# Reading a polarised electron gas from two spin-flip frequencies

*Seminar talk, written out*

Here are two numbers, made for the exercise and rounded as data are. A degenerate electron gas at zero temperature sits in a static field that acts on spin only. Its spin-flip spectrum has a sharp collective line and a single-particle continuum. Extrapolated to zero wave vector they lie at

| feature | frequency |
|---|---|
| collective line | $\nu_1 = 2.40 \pm 0.02$ THz |
| continuum | $\nu_2 = 3.25 \pm 0.02$ THz |

with independent errors. The gas is a parabolic conduction band with $m^* = 0.15\,m_e$ and $\varepsilon_r = 9.0$, approximate values typical of n-type ZnSe, where dissolved Mn ions can supply the spin field. I want the density, the polarisation, the bare field and the kernel, within exchange-only LDA.

## The functional

Write the spin density matrix as $\rho = (n + \mathbf m\cdot\boldsymbol\sigma)/2$, so that a collinear state has $m = n_\uparrow - n_\downarrow$, with $\uparrow$ the majority spin. We own a collinear functional $E_{\rm col}[n,m]$, even in $m$, but a spin flip tilts $\mathbf m$. The multicollinear functional projects $\mathbf m(\mathbf r)$ on one global unit vector $\mathbf w$ and averages over the sphere:

$$E_{\rm MC}=\int\frac{d\Omega_{\mathbf w}}{4\pi}\,E_{\rm eff}[n,\mathbf m\cdot\mathbf w],\qquad E_{\rm eff}[n,m]=E_{\rm col}+\int d^3r\, m\,\frac{\delta E_{\rm col}}{\delta m}.$$

A global spin rotation can be moved from $\mathbf m$ onto $\mathbf w$, and the measure does not notice, so $E_{\rm MC}$ is invariant. For $\mathbf m = m\hat{\mathbf z}$ put $t=w_z$. Then $E_{\rm eff}[n,tm]=\frac{d}{dt}\left(tE_{\rm col}[n,tm]\right)$, evenness folds the average onto $0\le t\le1$, and the integral gives $E_{\rm col}[n,m]$.

## The kernel

Differentiate twice with respect to $m_x$ at the collinear state. Let $F(t)=f_{mm}[n,tm]$, with $f_{mm}=\delta^2E_{\rm col}/\delta m\,\delta m'$. The second derivative of $E_{\rm eff}$ at argument $tm$ is $3F+tF'$, and the azimuthal mean of $w_x^2$ is $(1-t^2)/2$. Integrating $tF'$ by parts leaves no boundary term:

$$K_{xx}=\int_0^1\!\frac{1-t^2}{2}\,(3F+tF')\,dt=\int_0^1\!\left[\frac{3-3t^2}{2}-\frac{1-3t^2}{2}\right]F\,dt=\int_0^1\!F\,dt .$$

Also $K_{yy}=K_{xx}$ and $K_{xy}=0$. The potential matrix is $v+\mathbf b\cdot\boldsymbol\sigma$ with $\mathbf b=\delta E/\delta\mathbf m$, so $v_{\uparrow\downarrow}=b_x-ib_y$ while $\rho_{\uparrow\downarrow}=(m_x-im_y)/2$. Hence $\delta v_{\uparrow\downarrow}=K\,\delta\rho_{\uparrow\downarrow}$ with

$$K=2\int_0^1 f_{mm}[n,tm]\,dt .$$

For a local energy density $e(n,m)$ the integral is $2\,\partial_m e/m$, and $2\,\partial_m e=v_\uparrow-v_\downarrow$, where $v_\sigma=\partial e/\partial n_\sigma$. This is the Wang–Ziegler kernel $(v_\uparrow-v_\downarrow)/m$.

**Question.** *If LDA returns the known kernel, what was gained?*

The integral never divides by $m$. For a GGA it averages the collinear second derivatives along the path $(tm,\,t\nabla m)$, so it stays finite where $m$ passes through zero. It is finite wherever the collinear kernel is integrable along that path. Full polarisation is the exception to watch. A gradient term $\propto|\nabla n_\sigma|^2n_\sigma^{-4/3}$ brings in $\int_0^1(1-t\zeta)^{-4/3}dt=3[(1-\zeta)^{-1/3}-1]/\zeta$, with $\zeta=m/n$, which diverges as $\zeta\to1$.

## The forward model

Define $C=e^2/4\pi\varepsilon_0\varepsilon_r=2.5634\times10^{-29}$ J m, $A=\hbar^2/2m^*=4.0695\times10^{-38}$ J m², and $k_\sigma=(6\pi^2n_\sigma)^{1/3}=k_F(1\pm\zeta)^{1/3}$ with $k_F^3=3\pi^2n$. LDA exchange gives $v_\sigma=-Ck_\sigma/\pi$, so $\partial v_\sigma/\partial n_\sigma=-2\pi C/k_\sigma^2$. Exchange does not couple the spins, so $f_{mm}$ is a quarter of the sum of these two derivatives:

$$f_{mm}(n,tm)=-\frac{\pi C}{2k_F^2}\left[(1+t\zeta)^{-2/3}+(1-t\zeta)^{-2/3}\right],$$

$$K=-\frac{3\pi C}{k_F^2\zeta}\left[(1+\zeta)^{1/3}-(1-\zeta)^{1/3}\right]=-\frac{C\,(k_\uparrow-k_\downarrow)}{\pi m}.$$

The external term is $-\tfrac12Z\sigma_z$. The Kohn–Sham bands are split by $Z^*=Z+v_\downarrow-v_\uparrow$, and the continuum collapses onto $h\nu_2=Z^*$ at $q=0$. There the bare response is $\chi_0=m/(h\nu-Z^*)$. The Hartree term does not couple to spin flips, so the pole condition $1=K\chi_0$ gives $h\nu_1=Z^*+Km=Z$. This is Larmor's theorem, here a consequence of rotation invariance. If both bands are occupied they share a Fermi level. The model is then

$$h\nu_1=Z,\qquad h(\nu_2-\nu_1)=\frac{C}{\pi}(k_\uparrow-k_\downarrow),\qquad h\nu_2=A\,(k_\uparrow^2-k_\downarrow^2).$$

## Inversion

The bare field is read off: $Z=(1.590\pm0.013)\times10^{-21}$ J. The last equation factorises, so, with guard digits kept,

$$d=k_\uparrow-k_\downarrow=\frac{\pi h(\nu_2-\nu_1)}{C}=0.6902\times10^{8}\ {\rm m^{-1}},\qquad S=k_\uparrow+k_\downarrow=\frac{h\nu_2}{Ad}=7.666\times10^{8}\ {\rm m^{-1}}.$$

Thus $k_\uparrow=4.178\times10^8$ m⁻¹ and $k_\downarrow=3.488\times10^8$ m⁻¹. With $y=d/S=0.0900$,

$$n=\frac{S^3(1+3y^2)}{24\pi^2}=1.95\times10^{24}\ {\rm m^{-3}},\qquad \zeta=\frac{3y+y^3}{1+3y^2}=0.264 .$$

The spin density is $m=5.15\times10^{23}$ m⁻³ and the kernel is $K=-h(\nu_2-\nu_1)/m=-1.09\times10^{-45}$ J m³.

**Question.** *Is that the only solution?*

Among partly polarised gases it is. The steps are one-to-one, and $k_\downarrow>0$ needs $\nu_2>Ad^2/h=0.29$ THz. But the same inequality admits a second branch. If the minority band is empty, the Fermi-level equation relaxes to $h\nu_2\ge Ak_\uparrow^2$, and $k_\uparrow=d$. A fully polarised gas with $n=d^3/6\pi^2=5.55\times10^{21}$ m⁻³ reproduces both frequencies. Data with $\nu_2<Ad^2/h$ would fit neither branch. Any rough density separates the two, since they differ by a factor of 351. So does the upper edge of the continuum, $Z^*+A(q^2+2k_\uparrow q)$. Its initial slope $d\nu/dq=2Ak_\uparrow/h$ is $5.13\times10^4$ m/s on the first branch and $8.48\times10^3$ m/s on the second. I continue with the first.

## How errors carry through

The weak spot is $\nu_2-\nu_1=0.85$ THz, known to 3.3 %. It enters $d$ directly and $S$ inversely. The logarithmic derivatives of $n$ are $(3+3y^2)/(1+3y^2)=2.95$ for $S$ and $6y^2/(1+3y^2)=0.047$ for $d$. The chain rule gives $\partial\ln n/\partial\nu_1=3.42$ THz⁻¹ and $\partial\ln n/\partial\nu_2=-2.51$ THz⁻¹, which is 8.5 % in quadrature. For $\zeta$, $y\propto(\nu_2-\nu_1)^2/\nu_2$ and $d\ln\zeta/d\ln y=0.958$ give 6.0 %. The same linear propagation gives 5.8 % for $K$. The model's answer is

$$n=(1.95\pm0.17)\times10^{24}\ {\rm m^{-3}},\quad \zeta=0.264\pm0.016,\quad K=(-1.09\pm0.06)\times10^{-45}\ {\rm J\,m^3}.$$

The errors in $n$ and $\zeta$ are anticorrelated, because a larger gap lowers $n$ and raises $\zeta$. The assumed inputs matter as much: $S\propto m^*$ at fixed $d$, so 5 % in the mass is 15 % in $n$.

**Question.** *Do the data test the kernel?*

No. Two frequencies have fixed three parameters through the model, and nothing is left over, so reproducing them confirms nothing. The forward model does show what a wrong kernel costs. Using the end point $2f_{mm}(n,m)=-\pi C(k_\uparrow^{-2}+k_\downarrow^{-2})$ in place of the path average $K=-6\pi C/(k_\uparrow^2+k_\uparrow k_\downarrow+k_\downarrow^2)$ enlarges the kernel by a factor 1.027. That puts the line 0.023 THz below $Z/h$, about one error bar, and breaks Larmor's theorem. Dropping the factor 2 would put the line at 2.825 THz. A test needs $Z$ or $n$ from elsewhere.

**Question.** *At $q=0$ your response is $m/(h\nu-Z)$. Where is the continuum?*

It has no weight there: the collective pole takes everything. That is why $\nu_2$ is an extrapolation from finite $q$, or, in a calculation, simply the Kohn–Sham splitting.

**Question.** *How far is this from a real crystal?*

Three neglected terms have sizes worth stating. First, the magnetic field that aligns the Mn spins, typically one or two tesla at liquid-helium temperature, quantises orbits with $eB/2\pi m^*=0.19$ THz per tesla. That is small beside the minority Fermi energy $Ak_\downarrow^2/h=7.5$ THz. Second, a mobility $\mu$ of typical order 0.02 m² V⁻¹ s⁻¹ implies a scattering width $e/2\pi m^*\mu=9$ THz. This exceeds $\nu_2$, so in a bulk-doped crystal the continuum would be washed out, and the table describes a clean gas.

Third, correlation. With $a^*=\varepsilon_r a_0m_e/m^*=3.18$ nm, the density parameter is $r_s=(3/4\pi n)^{1/3}/a^*=1.56$. Correlation cancels part of the exchange splitting. Model that by a factor $\lambda(r_s)=1-\alpha_c/|\alpha_x|$ on $C$, built from the spin stiffnesses $\partial^2\varepsilon/\partial\zeta^2$ at $\zeta=0$: $|\alpha_x|=0.204/r_s$ in effective hartrees, and $\alpha_c$ from the Perdew–Wang 1992 fit. The cancelled share is 26 % at $r_s=1.56$ and grows as the gas thins. Since $d\to d/\lambda$ and $S\to\lambda S$ lower the density, $\lambda$ must be taken at the density it produces. The self-consistent solution is $\lambda=0.67$ at $r_s=2.26$, and the same data then yield $n=0.65\times10^{24}$ m⁻³ and $\zeta=0.54$. These are estimates, because a small-$\zeta$ ratio is used at finite polarisation. Applied to a fully interacting gas, the exchange-only inversion therefore overestimates the density by roughly a factor of three and underestimates the polarisation by about half, far outside the data errors. Only $Z=h\nu_1$ survives unchanged, because it rests on rotation invariance alone.